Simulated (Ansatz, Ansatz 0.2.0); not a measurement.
# Settings for the bulk modulus of α-Zr, and why they do not serve for shear

## Reference data

The reference is the bulk modulus of hexagonal close-packed zirconium, $K_0 = 93.55$ GPa, from "Tensorial stress-plastic strain fields in $\alpha$-$\omega$ Zr mixture, transformation kinetics, and friction in diamond anvil cell" (2023, arXiv:2212.13000). Specks of commercially pure, cold-rolled polycrystal were compressed in silicone oil in a diamond anvil cell, and synchrotron X-ray diffraction followed the lattice. What was observed is therefore volume against pressure; the modulus is the zero-pressure slope of a third-order Birch-Murnaghan fit. The α phase transforms at 5.4-6.6 GPa, so the fit covers a short range, and $K_0$ is correlated with the fitted pressure derivative, $K' = 3.0$. A different derivative would shift the modulus.

| compared with | measured | source's wording or label | method |
| --- | --- | --- | --- |
| B (Reuss) (GPa) | 93.55 | K0 from 3rd order Birch-Murnaghan fit | hydrostatic synchrotron XRD in diamond anvil cell |

## Method

The aim is to find the lightest settings that give a dependable $B$ (Reuss), the response of the elastic tensor to hydrostatic pressure and so the proper counterpart of $K_0$. The model is the two-atom hcp cell, nonmagnetic, with the cell relaxed and the ions relaxed under each strain.

Success against experiment means $B$ within 10 % of the measured value. That is close enough to be useful for a stiffness estimate, and it leaves room for the usual error of a semilocal functional and for the comparison of a static lattice with a room-temperature metal, where warming typically lowers the modulus by a few per cent.

The numerical tolerance has to be much tighter: 2 % in $B$, and 5 % in $G$, $C_{11}$, $C_{12}$ and $C_{33}$, which guards against errors that cancel in $B$. LDA serves as the working level for the tests. It is simple and cheap, though it usually overbinds, so its modulus may come out high. Mesh, smearing, strain amplitude and cutoff are tested in turn, and other functionals then give the scale of the theory error.

System: Zr (zirconium), alpha (hcp); P6_3/mmc (No. 194), 2 atoms in the primitive cell; the database structure is a diffraction structure: a = 3.232 Å, c = 5.147 Å.

## 1. The k mesh first

In a transition metal the Fermi surface makes the k mesh the most likely source of noise in elastic constants, and the mesh also drives the cost. Three LDA runs with the same smearing, cutoff and strain amplitude span a coarse 15x15x8 mesh, a middle 27x27x16 mesh and a dense 36x36x18 mesh. We expect $B$ to settle early and the individual constants later, because strains that change the shape of the cell shift the bands near the Fermi level more unevenly than compression does.

**Run 1.** Ansatz 0.2.0: LDA, cell and atoms relaxed from the database structure, PAW set soft_2, cutoff 420 eV (default), 15x15x8 k mesh, Methfessel-Paxton smearing 0.25 eV; elastic constants by two-point finite strains with relaxed ions, amplitude 0.01.

Key lines of the input:
```
crystal:
  # lattice and atoms
kpoints:
  mp_grid: { grid: [15, 15, 8] }
hamiltonian:
  xc: lda
scf:
  occupations: { method: methfessel_paxton, width: 0.25 }
output:
  stress: true
elastic:
  mode: relaxed_ion
  stencil: two_point
  amplitude: 0.01
```

Command:
```
ansatz run input.yaml --threads 4 --pin off --max-ram 16384MiB --backend cpu --events-out ev --progress --plain --runs-dir out
```

Selected lines of the output:
```
  C = ∂σ_k/∂η_j (tension-positive GPa; Voigt order 11 22 33 23 13 12):
        -0.000      0.000      0.000     16.120      0.000     -0.000
        -0.000      0.000     -0.000      0.000      0.000     21.075
  moduli (Voigt/Reuss/Hill, GPa): K = 103.45/101.31/102.38   G = 23.10/20.51/21.80   E = 61.07   ν = 0.401
```

Converged; 71 s on 4 cores of Arm Neoverse V1, shared host (all steps together).

**Run 2.** Ansatz 0.2.0: LDA, cell and atoms relaxed from the database structure, PAW set soft_2, cutoff 420 eV (default), 27x27x16 k mesh, Methfessel-Paxton smearing 0.25 eV; elastic constants by two-point finite strains with relaxed ions, amplitude 0.01.

Key lines of the input, as changed from run 1:
```diff
  kpoints:
-   mp_grid: { grid: [15, 15, 8] }
+   mp_grid: { grid: [27, 27, 16] }
```

Selected lines of the output:
```
  C = ∂σ_k/∂η_j (tension-positive GPa; Voigt order 11 22 33 23 13 12):
        -0.000      0.000     -0.000      0.000     -0.000     22.906
  moduli (Voigt/Reuss/Hill, GPa): K = 103.91/102.41/103.16   G = 24.41/21.88/23.14   E = 64.60   ν = 0.396
```

Converged; 5.9 min of wall time (all steps together).

**Run 3.** Ansatz 0.2.0: LDA, cell and atoms relaxed from the database structure, PAW set soft_2, cutoff 420 eV (default), 36x36x18 k mesh, Methfessel-Paxton smearing 0.25 eV; elastic constants by two-point finite strains with relaxed ions, amplitude 0.01.

Key lines of the input, as changed from run 1:
```diff
  kpoints:
-   mp_grid: { grid: [15, 15, 8] }
+   mp_grid: { grid: [36, 36, 18] }
```

Selected lines of the output:
```
  C = ∂σ_k/∂η_j (tension-positive GPa; Voigt order 11 22 33 23 13 12):
        -0.000      0.000     -0.000     17.080     -0.000      0.000
        -0.000      0.000      0.000      0.000      0.000     22.776
  moduli (Voigt/Reuss/Hill, GPa): K = 103.89/102.38/103.14   G = 24.36/21.83/23.09   E = 64.47   ν = 0.396
```

Converged; 9.1 min on 4 cores of Arm Neoverse V2, shared host (all steps together).

| quantity | run 1 | run 2 | run 3 | measured |
| --- | --- | --- | --- | --- |
| B (Reuss) (GPa) | 101.31 | 102.41 | 102.38 | 93.55 |
| conventional cell volume (Å³) | 43.54 | 43.57 | 43.57 |  |
| pressure (GPa) | −0.00682 | −0.00666 | −0.00665 |  |
| G (Hill) (GPa) | 21.8 | 23.1 | 23.1 |  |
| C11 (GPa) | 127.4 | 131.7 | 131.5 |  |
| C12 (GPa) | 85.3 | 85.8 | 85.9 |  |
| C33 (GPa) | 179.9 | 178.3 | 178.4 |  |

Between the middle and the dense mesh $B$ changes by 0.03 GPa and the Hill shear modulus by 0.05 GPa, so 27x27x16 is settled for both at this smearing. The coarse mesh also keeps $B$ within the 2 % tolerance, about 1 % below the dense result, but it puts $G$ at 21.80 GPa against 23.09 GPa, between 5 and 6 % low and just outside the tolerance. The loss sits mainly in the shear constants: $C_{66}$ falls from 22.776 to 21.075 GPa, while $C_{33}$ hardly moves. For $B$ alone 15x15x8 would do; for the whole set it is too coarse.

Against experiment, LDA with the dense mesh gives a $B$ a little over 9 % too high. That is inside the 10 % target, but only just. More k points will not change this.

## 2. A lighter mesh and a narrower smearing

An 18x18x10 mesh lies between the one that failed on $G$ and the one that is settled, and may be the economical choice. The smearing needs its own test, because agreement between meshes at 0.25 eV says nothing about the error of the broadening itself. We therefore repeat the 27x27x16 run with 0.1 eV. A change of a per cent or so in $B$ would be harmless; the shear constants are more likely to react, since a narrower width resolves more of the structure near the Fermi level and also asks more of the mesh.

**Run 4.** Ansatz 0.2.0: LDA, cell and atoms relaxed from the database structure, PAW set soft_2, cutoff 420 eV (default), 18x18x10 k mesh, Methfessel-Paxton smearing 0.25 eV; elastic constants by two-point finite strains with relaxed ions, amplitude 0.01.

Key lines of the input, as changed from run 1:
```diff
  kpoints:
-   mp_grid: { grid: [15, 15, 8] }
+   mp_grid: { grid: [18, 18, 10] }
```

Selected lines of the output:
```
  moduli (Voigt/Reuss/Hill, GPa): K = 103.71/102.15/102.93   G = 24.75/22.24/23.50   E = 65.50   ν = 0.394
```

Converged; 2 min on 4 cores of Arm Neoverse V1, shared host (all steps together).

**Run 5.** Ansatz 0.2.0: LDA, cell and atoms relaxed from the database structure, PAW set soft_2, cutoff 420 eV (default), 27x27x16 k mesh, Methfessel-Paxton smearing 0.1 eV; elastic constants by two-point finite strains with relaxed ions, amplitude 0.01.

Key lines of the input, as changed from run 2:
```diff
  scf:
-   occupations: { method: methfessel_paxton, width: 0.25 }
+   occupations: { method: methfessel_paxton, width: 0.1 }
```

Selected lines of the output:
```
  C = ∂σ_k/∂η_j (tension-positive GPa; Voigt order 11 22 33 23 13 12):
        -0.000      0.000      0.000      0.000      0.000     34.693
  moduli (Voigt/Reuss/Hill, GPa): K = 103.72/102.14/102.93   G = 28.77/25.01/26.89   E = 74.21   ν = 0.380
```

Converged; 4 min on 4 cores of Intel Xeon Platinum 8488C (Sapphire Rapids), shared host (all steps together).

| quantity | run 4 | run 5 | measured |
| --- | --- | --- | --- |
| B (Reuss) (GPa) | 102.15 | 102.14 | 93.55 |
| conventional cell volume (Å³) | 43.56 | 43.59 |  |
| pressure (GPa) | −0.00043 | −0.00158 |  |
| G (Hill) (GPa) | 23.5 | 26.9 |  |
| C11 (GPa) | 132.2 | 142.7 |  |
| C12 (GPa) | 84.3 | 73.3 |  |
| C33 (GPa) | 177.8 | 175.8 |  |

The smearing matters far more than the mesh did, but not for $B$. Narrowing it from 0.25 to 0.1 eV moves $B$ by only 0.27 GPa, while $C_{66}$ rises from 22.906 to 34.693 GPa and takes $G$ up by 16 %. $C_{11}$ goes up and $C_{12}$ down by nearly the same amount, so their sum, which is what enters $B$, hardly changes. The close agreement between meshes at 0.25 eV was thus agreement on a broadened value, and the values of $C_{66}$, $C_{11}$, $C_{12}$ and $G$ found there are not within the 5 % tolerance. Nor can the values at 0.1 eV be taken as final: the narrower width needs its own mesh test, which was not done.

At 0.25 eV the 18x18x10 mesh reproduces the dense one within the tolerances, with $G$ less than 2 % away. That makes it a sound mesh for $B$, but the recommendation cannot extend to $G$, $C_{11}$ or $C_{12}$.

## 3. Strain amplitude and cutoff

Two settings that could still shift $B$ are the size of the finite strain and the plane-wave cutoff. Halving the amplitude to 0.005 on the 27x27x16 mesh tests whether the stress is linear over the strains used. Raising the cutoff to 550 eV tests the basis; that run uses a 24x24x12 mesh, which lies between meshes that already agree on $B$ at this smearing, so a shift of more than a few tenths of a GPa would belong to the cutoff. We expect both effects on $B$ to stay below the 2 % tolerance.

**Run 6.** Ansatz 0.2.0: LDA, cell and atoms relaxed from the database structure, PAW set soft_2, cutoff 420 eV (default), 27x27x16 k mesh, Methfessel-Paxton smearing 0.25 eV; strain amplitude 0.005; elastic constants by two-point finite strains with relaxed ions.

Key lines of the input, as changed from run 2:
```diff
  elastic:
-   amplitude: 0.01
+   amplitude: 0.005
```

Selected lines of the output:
```
  moduli (Voigt/Reuss/Hill, GPa): K = 104.13/102.70/103.41   G = 24.44/21.90/23.17   E = 64.68   ν = 0.396
```

Converged; 3.8 min of wall time (all steps together).

**Run 7.** Ansatz 0.2.0: LDA, cell and atoms relaxed from the database structure, PAW set soft_2, cutoff 550 eV, 24x24x12 k mesh, Methfessel-Paxton smearing 0.25 eV; elastic constants by two-point finite strains with relaxed ions, amplitude 0.01.

Key lines of the input, as changed from run 1:
```diff
  kpoints:
-   mp_grid: { grid: [15, 15, 8] }
+   mp_grid: { grid: [24, 24, 12] }
+ basis:
+   ecutwfc: 550.0
```

Selected lines of the output:
```
  moduli (Voigt/Reuss/Hill, GPa): K = 103.95/102.40/103.18   G = 24.61/22.05/23.33   E = 65.08   ν = 0.395
```

Converged; 3.3 min of wall time (all steps together).

| quantity | run 6 | run 7 | measured |
| --- | --- | --- | --- |
| B (Reuss) (GPa) | 102.70 | 102.40 | 93.55 |
| conventional cell volume (Å³) | 43.57 | 43.56 |  |
| pressure (GPa) | −0.00666 | −0.00028 |  |
| G (Hill) (GPa) | 23.2 | 23.3 |  |
| C11 (GPa) | 132.2 | 132.1 |  |
| C12 (GPa) | 86.2 | 85.1 |  |
| C33 (GPa) | 178.3 | 178.6 |  |

Neither setting matters for $B$. Halving the strain amplitude raises it by only about 0.3 %, and the other constants stay well inside their tolerance. With the 550 eV cutoff $B$ is 102.40 GPa, within a few hundredths of the 420 eV values on the two denser meshes, so the default cutoff is sufficient for this PAW set. The set itself is untested by this comparison.

Every LDA variant so far lies between 101.31 and 102.70 GPa, and the excess over experiment remains between 8 and 10 %. What is left of the discrepancy has to be sought outside mesh, smearing, strain and cutoff.

## 4. Two gradient-corrected functionals for scale

PBE and PBEsol are run with the same 27x27x16 mesh, 0.25 eV smearing, cutoff and amplitude as the LDA reference, so that only the functional differs. LDA tends to give cells that are too small and too stiff. PBE should give a larger cell and a lower $B$, with PBEsol between the two. The size of that spread will show how much numerical accuracy is worth paying for.

**Run 8.** Ansatz 0.2.0: PBE, cell and atoms relaxed from the database structure, PAW set soft_2, cutoff 420 eV (default), 27x27x16 k mesh, Methfessel-Paxton smearing 0.25 eV; elastic constants by two-point finite strains with relaxed ions, amplitude 0.01.

Key lines of the input, as changed from run 2:
```diff
  hamiltonian:
-   xc: lda
+   xc: pbe
```

Selected lines of the output:
```
  moduli (Voigt/Reuss/Hill, GPa): K = 94.07/93.67/93.87   G = 33.47/31.80/32.63   E = 87.73   ν = 0.344
```

Converged; 4.5 min on 4 cores of Arm Neoverse V2, shared host (all steps together).

**Run 9.** Ansatz 0.2.0: PBEsol, cell and atoms relaxed from the database structure, PAW set soft_2, cutoff 420 eV (default), 27x27x16 k mesh, Methfessel-Paxton smearing 0.25 eV; elastic constants by two-point finite strains with relaxed ions, amplitude 0.01.

Key lines of the input, as changed from run 2:
```diff
  hamiltonian:
-   xc: lda
+   xc: pbesol
```

Selected lines of the output:
```
  moduli (Voigt/Reuss/Hill, GPa): K = 99.41/98.66/99.04   G = 30.68/28.40/29.54   E = 80.61   ν = 0.364
```

Converged; 5.8 min on 4 cores of Intel Xeon Platinum 8488C (Sapphire Rapids), shared host (all steps together).

| quantity | run 8 | run 9 | measured |
| --- | --- | --- | --- |
| B (Reuss) (GPa) | 93.67 | 98.66 | 93.55 |
| conventional cell volume (Å³) | 46.76 | 44.91 |  |
| pressure (GPa) | −0.00325 | 0.00031 |  |
| G (Hill) (GPa) | 32.6 | 29.5 |  |
| C11 (GPa) | 139.5 | 139.7 |  |
| C12 (GPa) | 69.8 | 76.3 |  |
| C33 (GPa) | 166.1 | 174.4 |  |

The order is the one anticipated: $B$ falls from 102.41 GPa in LDA to 98.66 GPa in PBEsol and 93.67 GPa in PBE, while the cell grows from 43.57 to 44.91 and 46.76 Å³. PBEsol lies between 5 and 6 % above experiment and PBE within 0.2 %, so both meet the 10 % target. The near-coincidence of PBE should not be read as accuracy at that level, since a static lattice is being compared with a room-temperature fit whose modulus depends on $K'$.

The functionals span 8.74 GPa. The largest shift from any numerical setting tested in LDA is about 1 GPa, from the coarsest mesh. For $B$ the choice of functional therefore outweighs all of these settings. $G$ also differs strongly between functionals, but at 0.25 eV smearing, which already failed for $G$ in LDA, that difference cannot be taken at face value.

## 5. LDA at the diffraction cell

The trend with volume suggests that LDA is stiff largely because its cell is too small. This can be tested by keeping LDA and all numerical settings, and fixing the cell at the diffraction lattice parameters. $B$ should then drop well below its relaxed value. The cell will be under tension in LDA, so the result is a diagnosis of the excess and not a better prediction of the zero-pressure modulus.

**Run 10.** Ansatz 0.2.0: LDA, atoms relaxed in the database cell, PAW set soft_2, cutoff 420 eV (default), 27x27x16 k mesh, Methfessel-Paxton smearing 0.25 eV; elastic constants by two-point finite strains with relaxed ions, amplitude 0.01.

Key lines of the input, as changed from run 1:
```diff
  kpoints:
-   mp_grid: { grid: [15, 15, 8] }
+   mp_grid: { grid: [27, 27, 16] }
```

Selected lines of the output:
```
  moduli (Voigt/Reuss/Hill, GPa): K = 83.88/83.24/83.56   G = 28.30/26.52/27.41   E = 74.13   ν = 0.352
```

Converged; 4.3 min of wall time.

| quantity | run 10 | measured | deviation |
| --- | --- | --- | --- |
| B (Reuss) (GPa) | 83.24 | 93.55 | −10.31 (−11.0 %) |
| pressure (GPa) | −6.14226 |  |  |
| G (Hill) (GPa) | 27.4 |  |  |
| C11 (GPa) | 120.8 |  |  |
| C12 (GPa) | 62.7 |  |  |
| C33 (GPa) | 151.2 |  |  |

At the diffraction cell the LDA modulus drops to 83.24 GPa, 19.17 GPa below its value in the relaxed cell. The small LDA cell is therefore more than enough to account for the excess over experiment: correcting the volume turns an overestimate of about 9 % into an underestimate of 11 %. The lattice is under a tension of about 6 GPa in this run, so the figure does not count as a prediction of the zero-pressure modulus.

Two further points follow. The drop in $B$ divided by the change in pressure gives a mean slope of roughly 3, close to the fitted $K' = 3.0$, though here it is taken under tension and the experiment worked under compression. And volume alone does not fix the modulus: relaxed PBE has a cell of nearly the diffraction size and yet a $B$ some 10 GPa higher than LDA has here. The fair agreement of relaxed LDA with experiment thus rests on a cell that is too small offsetting a response that is too soft at the measured volume.

## Comparison with experiment

| run | settings | B (Reuss) (GPa) | deviation | cost |
| --- | --- | --- | --- | --- |
| 1 | LDA, 15x15x8 mesh | 101.31 | +7.76 (+8.3 %) | 4.7 core-min |
| 2 | LDA, 27x27x16 mesh | 102.41 | +8.86 (+9.5 %) | 24 core-min |
| 3 | LDA, 36x36x18 mesh | 102.38 | +8.83 (+9.4 %) | 36 core-min |
| 4 | LDA, 18x18x10 mesh | 102.15 | +8.60 (+9.2 %) | 7.9 core-min |
| 5 | LDA, 27x27x16 mesh, Methfessel-Paxton smearing 0.1 eV | 102.14 | +8.59 (+9.2 %) | 16 core-min |
| 6 | LDA, 27x27x16 mesh, strain amplitude 0.005 | 102.70 | +9.15 (+9.8 %) | 15 core-min |
| 7 | LDA, cutoff 550 eV, 24x24x12 mesh | 102.40 | +8.85 (+9.5 %) | 13 core-min |
| 8 | PBE, 27x27x16 mesh | 93.67 | +0.12 (+0.1 %) | 18 core-min |
| 9 | PBEsol, 27x27x16 mesh | 98.66 | +5.11 (+5.5 %) | 23 core-min |
| 10 | LDA, atoms relaxed in the database cell, 27x27x16 mesh | 83.24 | −10.31 (−11.0 %) | 17 core-min |
|  | measured | 93.55 |  |  |

## Discussion

LDA, the working level, meets the 10 % target only narrowly: with the 36x36x18 mesh $B$ is 9.4 % above the measured modulus. PBEsol (+5.5 %) and PBE (+0.1 %) meet it with more room, each in a single run without convergence tests of its own.

For $B$ alone, a 15x15x8 mesh with 0.25 eV smearing, 420 eV cutoff and strain amplitude 0.01 holds the 2 % numerical tolerance in LDA, at 4.7 core-minutes. Its slightly smaller deviation from experiment is chance. We recommend 18x18x10, at 7.9 core-minutes, as the safer choice. The densest mesh and the higher cutoff only confirmed what lighter settings gave.

None of this carries over to the shear modulus. The smearing test was the decisive one: at 0.1 eV $G$ rose by 16 % while $B$ barely moved. Settings for $G$, $C_{11}$ and $C_{12}$ remain open until the mesh is tested at narrow smearing.

The LDA excess goes with a cell that is too small. At the diffraction volume LDA is too soft, so its moderate error in $B$ is a partial cancellation. Room-temperature softening, typically a few per cent, would explain part of the excess, and would leave PBE somewhat low instead of exact. The fit adds its own doubt: over so short a pressure range, a larger assumed $K'$ would lower $K_0$ and widen the gap to LDA. The PAW set was not tested.

[Logs are printed without paths, hosts, clocks, repeated set-up lines and the standing remarks that a program may print on its own settings, such as how far it seeks lower states.]

[The runs shown are a pick from a larger set of finished runs; failed, doubtful and other runs were left out of it ahead of writing. So were measured values far from every level or from commonly accepted values, and agreement can look better than it is. Lines of input and output are excerpts and may be shortened.]
